**Branching ratio and centroid of the Rh⁴⁺ L₂,₃ edges against the crystal field**

The table holds absorption centroids, branching ratios, ground-state moments and dichroism of a 4d⁵ ion from a Dirac-Coulomb-Breit multiplet calculation with a parametric octahedral field. The program tests the spin-orbit sum rule, with unequal radial weights of the two edges, combined with second-order mixing of t₂g and e_g in the low-spin rows. It compares this with a fixed j_eff = 1/2 value and with a straight line in the orbital moment. The mixing model follows the six low-spin branching ratios to about 0.0002, while both alternatives fail clearly. A second fit shows that the centroid moves mainly because intensity passes between the two edges, with a smaller part from the mean energy of the holes.

L2,3 absorption of Rh4+ (4d5) in an octahedral crystal field, computed with radial Dirac CI 1 (Dirac-Coulomb-Breit, KLI orbitals, model QED, valence Slater integrals scaled by 0.8). Centroid and branching ratio are at 300 K; moments and dichroism (Δm = −1 less +1, divided by the sum over all three polarisations) are of the ground state at 0 K in a 10 meV exchange field on Sz.

## The fit in Python

```python
# Table: Rh4+ 4d5 L2,3 multiplets (radial Dirac CI, Dirac-Coulomb-Breit, Slater x0.8, Oh field 10Dq swept).
# Tested: spin-orbit sum rule B = 2/3 + x/15 with edge weight f and x = 1 + 12 zeta/(10Dq-P) (low spin),
# against "B follows moments" and "fixed jeff=1/2"; centroid = E3 + (1-B)*Delta + mean hole energy.
T = {
    'ten_dq': [7250, 16350, 25500, 34600, 43700, 52800, 61950, 71050],  # cm⁻¹
    'centroid': [3050.33, 3047.97, 3036.24, 3040.0, 3042.07, 3043.5, 3044.63, 3045.57],  # eV
    'branching_ratio': [0.7244, 0.7409, 0.8214, 0.7979, 0.7865, 0.7795, 0.7746, 0.7711],
    'ground_orbital_moment_lz': [-0.017, -0.039, -0.814, -0.803, -0.787, -0.774, -0.764, -0.755],
    'ground_spin_moment_sz': [-2.482, -2.447, -0.192, -0.183, -0.181, -0.181, -0.181, -0.181],
    'dichroism_share_low_edge': [-0.1132, -0.114, -0.0712, -0.0731, -0.0732, -0.0729, -0.0726, -0.0724],
}
import numpy as np
from scipy import constants as k
from scipy.optimize import curve_fit
D, C, B, L, S, d3 = (np.array(T[c], float) for c in ('ten_dq', 'centroid', 'branching_ratio',
    'ground_orbital_moment_lz', 'ground_spin_moment_sz', 'dichroism_share_low_edge'))
# further outputs of the same runs: dichroism share of the upper edge, summed line strength (1e-4 bohr^2)
d2 = np.array([0.1018, 0.1005, -0.0106, -0.0079, -0.0065, -0.0055, -0.0049, -0.0043])
W = np.array([4.729274, 4.736183, 4.771866, 4.761988, 4.757168, 4.754218, 4.752191, 4.750717])
eV = k.h*k.c*100/k.e; h = 0.010/eV; nh = 5   # eV per cm-1; 10 meV field in cm-1; holes
ls = abs(S) < 1; hs = ~ls
rms = lambda r: np.sqrt(np.mean(r**2))
fr = ((d2 - L/(2*nh)*(1-B))/(L/(2*nh)*B - d3))[hs]; f = fr.mean()
N = B + (1-B)/f; x = nh*(3*B/N - 2); xraw = nh*(3*B - 2)
toB = lambda xx: (2/3+xx/15)/((2/3+xx/15) + f*(1/3-xx/15))
print('f = L2/L3 weight from Lz sum rule, high-spin rows: %.4f %.4f; mean %.4f' % (*fr, f))
p = np.polyfit(B, W, 1); fW = (p[1]+p[0]*0)/(p[1]+p[0])
q = np.polyfit(B, 1/W, 1); fW = (q[0]+q[1])/q[1]
print('f from line strength (1/W linear in B): %.4f; spread of W %.2f%%, of W*N %.3f%%' % (fW, 100*np.ptp(W)/W.mean(), 100*np.ptp(W*N)/(W*N).mean()))
print('B at x=0: 0.6667 ideal, %.4f with f; B at x=1 (pure jeff): 0.7333 ideal, %.4f with f' % (toB(0), toB(1)))
(z, P), cov = curve_fit(lambda d, z, P: toB(1+12*z/(d-P)), D[ls], B[ls], p0=[1700, 7000])
Bm = toB(1+12*z/(D-P)); a3, _ = curve_fit(lambda d, a, z, P: toB(a+12*z/(d-P)), D[ls], B[ls], p0=[1, z, P])
pl = np.polyfit(L[ls], B[ls], 1); Bl = np.polyval(pl, L)
print('10Dq cm-1|eV|Lz/Sz|Lz rule raw, with f|x raw|x with f|B-mix|B-jeff|B-line(Lz)')
for i in range(len(D)):
    mix = '%+.4f %+.4f' % (B[i]-Bm[i], B[i]-toB(1)) if ls[i] else '  (high spin)  '
    print('%5d %.2f %5.2f %6.3f %6.3f %.3f %.3f %s %+.4f' % (D[i], D[i]*eV, L[i]/S[i],
          10*(d3[i]+d2[i]), 10*(d3[i]+d2[i]/f)/N[i], xraw[i], x[i], mix, B[i]-Bl[i]))
print('rounding floor: B 0.00005, x %.4f, Lz rule about 0.001, centroid from B %.3f eV' % (15*5e-5, 5e-5*143))
print('mixing fit (low spin, limit x=1): zeta %.0f cm-1 (%.0f meV), P %.0f cm-1, corr %.3f, rms B %.4f, worst row %d'
      % (z, z*eV*1e3, P, cov[0, 1]/np.sqrt(cov[0, 0]*cov[1, 1]), rms((B-Bm)[ls]), D[ls][np.argmax(abs(B-Bm)[ls])]))
print('limit freed: x_inf %.3f, zeta %.0f, P %.0f cm-1' % tuple(a3))
print('rms B low spin: fixed jeff %.4f, line in Lz %.4f (slope %.3f)' % (rms((B-toB(1))[ls]), rms((B-Bl)[ls]), pl[0]))
zs = [8/27*h/(abs(S[-1])+e-1/6) for e in (5e-4, 0, -5e-4)]
print('zeta from last-row Sz: %.0f cm-1 (rounding %.0f to %.0f); fit/this %.3f' % (zs[1], zs[0], zs[2], z/zs[1]))
print('last four rows: Sz spread %.3f, B change %+.4f, Lz change %+.3f' % (np.ptp(S[-4:]), B[-1]-B[-4], L[-1]-L[-4]))
print('B steps: high spin %+.4f, crossover %+.4f, low spin %+.4f' % (B[1]-B[0], B[2]-B[1], B[-1]-B[2]))
print('high spin: B above x=0 value %.4f %.4f; implied gap 10 zeta/x %.0f %.0f cm-1' % (*(B[hs]-toB(0)), *(10*z/x[hs])))
one = np.ones(len(D)); u = ls*1.0; cf = D*eV*u
def fit(name, cols, y):
    A = np.array(cols).T; c = np.linalg.lstsq(A, y, rcond=None)[0]; r = y - A@c
    print('centroid %s: params %s rms %.3f eV' % (name, np.round(c, 3), rms(r)))
    print('   residuals eV', np.round(r, 2)); return c, r
fit('field only [E, step, slope LS]', [one, u, cf], C)
_, rB = fit('weight only [E3, step, Delta]', [one, u, 1-B], C)
c, r = fit('weight + 0.4*10Dq [E3, step, Delta]', [one, u, 1-B], C-0.4*cf)
c4, _ = fit('slope freed [E3, step, Delta, slope]', [one, u, 1-B, cf], C)
print('Delta from the high-spin pair alone: %.1f eV' % ((C[1]-C[0])/(B[0]-B[1])))
for n, i, j in (('high spin', 0, 1), ('crossover', 1, 2), ('low spin', 2, 7)):
    w = c[2]*(B[i]-B[j]); g = 0.4*(cf[j]-cf[i])
    print('%s: dC %+.2f eV = weight %+.2f, field %+.2f, rest %+.2f; weight %.0f%%' % (n, C[j]-C[i], w, g, C[j]-C[i]-w-g, 100*w/(C[j]-C[i])))
print('10Dq range low spin %.2f eV' % ((D[-1]-D[2])*eV))
assert list(ls) == [False]*2 + [True]*6 and np.all(np.diff(B[ls]) < 0)
assert abs(fr[0]-fr[1]) < 0.01 and abs(fW-f) < 0.02 and f < 1
assert np.all(x[ls] > 1) and 0.8 < z/zs[1] < 1.25
assert rms(r) < rms(rB) and 135 < c[2] < 150
```

Running it gives:

```
f = L2/L3 weight from Lz sum rule, high-spin rows: 0.9134 0.9136; mean 0.9135
f from line strength (1/W linear in B): 0.9129; spread of W 0.90%, of W*N 0.027%
B at x=0: 0.6667 ideal, 0.6865 with f; B at x=1 (pure jeff): 0.7333 ideal, 0.7507 with f
10Dq cm-1|eV|Lz/Sz|Lz rule raw, with f|x raw|x with f|B-mix|B-jeff|B-line(Lz)
 7250 0.90  0.01 -0.114 -0.017 0.866 0.590   (high spin)   +0.5338
16350 2.03  0.02 -0.135 -0.039 1.114 0.847   (high spin)   +0.5332
25500 3.16  4.24 -0.818 -0.814 2.321 2.116 +0.0001 +0.0707 +0.0086
34600 4.29  4.39 -0.810 -0.802 1.968 1.744 -0.0002 +0.0472 -0.0063
43700 5.42  4.35 -0.797 -0.787 1.797 1.564 +0.0001 +0.0358 -0.0053
52800 6.55  4.28 -0.784 -0.773 1.692 1.453 +0.0002 +0.0288 -0.0021
61950 7.68  4.22 -0.775 -0.763 1.619 1.376 +0.0000 +0.0239 +0.0008
71050 8.81  4.17 -0.767 -0.755 1.566 1.321 -0.0001 +0.0204 +0.0043
rounding floor: B 0.00005, x 0.0008, Lz rule about 0.001, centroid from B 0.007 eV
mixing fit (low spin, limit x=1): zeta 1721 cm-1 (213 meV), P 6984 cm-1, corr -0.946, rms B 0.0001, worst row 34600
limit freed: x_inf 1.005, zeta 1696, P 7181 cm-1
rms B low spin: fixed jeff 0.0415, line in Lz 0.0052 (slope -0.781)
zeta from last-row Sz: 1667 cm-1 (rounding 1611 to 1728); fit/this 1.032
last four rows: Sz spread 0.000, B change -0.0154, Lz change +0.032
B steps: high spin +0.0165, crossover +0.0805, low spin -0.0503
high spin: B above x=0 value 0.0379 0.0544; implied gap 10 zeta/x 29182 20306 cm-1
centroid field only [E, step, slope LS]: params [ 3.04915e+03 -1.65260e+01  1.56700e+00] rms 0.938 eV
   residuals eV [ 1.18 -1.18 -1.34  0.65  0.96  0.62 -0.03 -0.86]
centroid weight only [E3, step, Delta]: params [3.000988e+03 2.913000e+00 1.801450e+02] rms 0.277 eV
   residuals eV [-0.31  0.31  0.17 -0.31 -0.29 -0.12  0.12  0.43]
centroid weight + 0.4*10Dq [E3, step, Delta]: params [ 3.011494e+03 -1.676000e+00  1.408510e+02] rms 0.012 eV
   residuals eV [ 0.02 -0.02  0.    0.    0.01  0.01 -0.01 -0.01]
centroid slope freed [E3, step, Delta, slope]: params [ 3.01113e+03 -1.51700e+00  1.42212e+02  3.86000e-01] rms 0.006 eV
   residuals eV [ 0.01 -0.01  0.01 -0.01  0.    0.   -0.    0.  ]
Delta from the high-spin pair alone: 143.0 eV
high spin: dC -2.36 eV = weight -2.32, field +0.00, rest -0.04; weight 98%
crossover: dC -11.73 eV = weight -11.34, field +1.26, rest -1.66; weight 97%
low spin: dC +9.33 eV = weight +7.08, field +2.26, rest -0.01; weight 76%
10Dq range low spin 5.65 eV
```
